\section*{Dipole polarisability of the Dirac $1s$ state: the Li$^{2+}$ core}

A distant Rydberg electron of Li$^+$ polarises the hydrogenic core ($Z=3$). Seven polynomial terms give the core polarisability $\alpha_d$ exactly through order $(Z\alpha)^2$.

\subsection*{Setup}
Take a fixed point nucleus and set $\zeta=Z\alpha$, $\gamma=\sqrt{1-\zeta^2}$, $\epsilon=\zeta/(1+\gamma)$, $x=Zr/a_0$. With $E_0=\gamma mc^2$, the radial operator on large and small components is $H_\kappa-E_0=\zeta mc^2L_\kappa$,
\begin{equation}
L_\kappa=\begin{pmatrix}\epsilon-\zeta/x&-\partial_x+\kappa/x\\ \partial_x+\kappa/x&-1/\epsilon-\zeta/x\end{pmatrix},
\qquad \psi_0=(1,-\epsilon)^T x^{\gamma}e^{-x}.
\end{equation}
A field $\mathcal E$ adds $e\mathcal Er\cos\theta$, which couples $1s$ to $p_{1/2}$ ($\kappa=1$) and $p_{3/2}$ ($\kappa=-2$) with squared angular elements $w_\kappa=1/9$ and $2/9$. In $L_\kappa\phi=x\psi_0$ write $\phi=(p,q)^Tx^\gamma e^{-x}$, $\epsilon p+q=2U/(1+\gamma)$, $\epsilon p-q=2V/(1+\gamma)$. The first row plus and minus $\epsilon$ times the second gives
\begin{align}
A&\equiv V'+(\kappa-1)U/x=\gamma x,\\
B&\equiv 2U-U'-2\gamma U/x-(\kappa+1)V/x=x.
\end{align}
The energy shift is $-\alpha_d\mathcal E^2/2$, and $e^2a_0^2/E_h=4\pi\varepsilon_0a_0^3$, so
\begin{equation}
\alpha_d=\frac{4\pi\varepsilon_0a_0^3}{Z^4}\sum_\kappa\bar\alpha_\kappa,\qquad
\bar\alpha_\kappa=2w_\kappa\langle x(\gamma U+V)\rangle .
\end{equation}
Averages use the normalised weight $\propto x^{2\gamma}e^{-2x}$, for which $\langle x^n\rangle=(2\gamma+1)_n/2^n$.

\subsection*{$p_{1/2}$: four terms, exact}
Matching powers of $x$ gives $U=\tfrac12(1+\gamma)x+u_0$ and $V=\tfrac12\gamma x^2-\gamma u_0$ with $u_0=(1+\gamma)(1+2\gamma)/4$. Hence
\begin{equation}
\bar\alpha_{1}=\tfrac1{36}\gamma(\gamma+1)(2\gamma+1)(4\gamma+5).
\end{equation}

\subsection*{$p_{3/2}$: three terms and a remainder}
The trial pair $U=\tfrac14(2-\gamma)x$, $V=\tfrac12\gamma x^2+3U$ gives $A=\gamma x$ and $B=x+\rho$, with $\rho=(1-\gamma)(2-\gamma)/2=O(\zeta^2)$. The form $\langle UA+VB\rangle$ is symmetric, so $J=2\langle x(\gamma U+V)\rangle-\langle UA+VB\rangle$ is stationary at the true solution. Here $J=\langle x(\gamma U+V)\rangle-\rho\langle V\rangle$, and
\begin{equation}
\bar\alpha_{-2}^{\rm model}=\tfrac49J=\tfrac1{36}\gamma(2\gamma+1)(36-7\gamma+9\gamma^2-2\gamma^3).
\end{equation}
The exact $J$ is larger by $\rho^2G$, where $G=\langle V\rangle$ for the problem $A=0$, $B=1$, that is $TV\equiv-xV''-(2\gamma+1-2x)V'+3V/x=3$. With $\gamma_2=\sqrt{4-\zeta^2}$ and $s=\gamma_2-\gamma$, the eigenfunctions of $T$ are $x^sL_n^{(2\gamma_2)}(2x)$ (Laguerre) with eigenvalues $2(n+s)$. Summing over them,
\begin{equation}
G=\frac{3}{2s}\,\frac{\Gamma^2(\gamma+\gamma_2+1)}{\Gamma(2\gamma+1)\Gamma(2\gamma_2+1)}\;
{}_3F_2(s,s,s;\,s+1,\,2\gamma_2+1;\,1),
\end{equation}
and $\bar\alpha_{-2}=\bar\alpha_{-2}^{\rm model}+\tfrac49\rho^2G$. The power $x^s$, non-integer for $\zeta\neq0$, is what no polynomial can supply.

\subsection*{Comparison with the general expansion}
The model gives $\bar\alpha_1=\tfrac32-\tfrac{47}{24}\zeta^2+\dots$ and $\bar\alpha_{-2}=3-\tfrac{65}{24}\zeta^2+\dots$. At order $\zeta^4$ it contributes $71/144$, and the remainder adds $G/36$ with $G\to 3\pi^2/4-49/8$. Therefore
\begin{equation}
\alpha_d=4\pi\varepsilon_0\frac{9a_0^3}{2Z^4}\Big[1-\frac{28}{27}(Z\alpha)^2+\frac{31+2\pi^2}{432}(Z\alpha)^4+\dots\Big].
\end{equation}
The ${}_3F_2$ first enters at $(Z\alpha)^4$.

\subsection*{Numbers for Li$^{2+}$}
Here $\zeta^2=4.79262\times10^{-4}$ and $\gamma=0.99976034$.
\begin{center}
\begin{tabular}{ll}
$\bar\alpha_1$ & 1.49906154\\
$\bar\alpha_{-2}^{\rm model}$ & 2.99870201\\
remainder $\tfrac49\rho^2G$ & $8.2\times10^{-9}$\\
exact sum & 4.49776356\\
$\tfrac92(1-\tfrac{28}{27}\zeta^2)$ & 4.49776344
\end{tabular}
\end{center}
These digits belong to the fixed point nucleus. They give $\alpha_d=9.1553\times10^{-43}$, against the nonrelativistic $9.1599\times10^{-43}\ \mathrm{C^2\,m^2\,J^{-1}}$, a relative change of $-5.0\times10^{-4}$.

Nuclear motion is as large. The reduced mass scales $\alpha_d$ by $(1+m/M)^3$, and the dipole about the core's centre of mass by $[1+(Z-1)m/(M+m)]^2$. For $^7$Li, with $M$ approximately $7.0144$ u, the relative change is $7m/M=+5.5\times10^{-4}$. Radiative terms have relative scale $\alpha\zeta^2\ln\zeta^{-2}=2.7\times10^{-5}$, far above the $\zeta^4$ term. The real ion has $\alpha_d\approx9.16\times10^{-43}\ \mathrm{C^2\,m^2\,J^{-1}}$.

A non-penetrating Rydberg electron at distance $R$ feels, in expectation values,
\begin{equation}
W=-\frac{\alpha_de^2}{2(4\pi\varepsilon_0)^2R^4}\Big[1-\frac{23}{6}\Big(\frac{a_0}{ZR}\Big)^2+\dots\Big].
\end{equation}
The coefficient is $(6\beta-\alpha_2)/(9/2)$, with the nonrelativistic reduced quadrupole polarisability $\alpha_2=15$ and the nonadiabatic coefficient $\beta=43/8$, the squared norm of the first-order dipole function. This term drops below the relativistic correction only when $\langle R^{-6}\rangle/\langle R^{-4}\rangle<(29a_0)^{-2}$.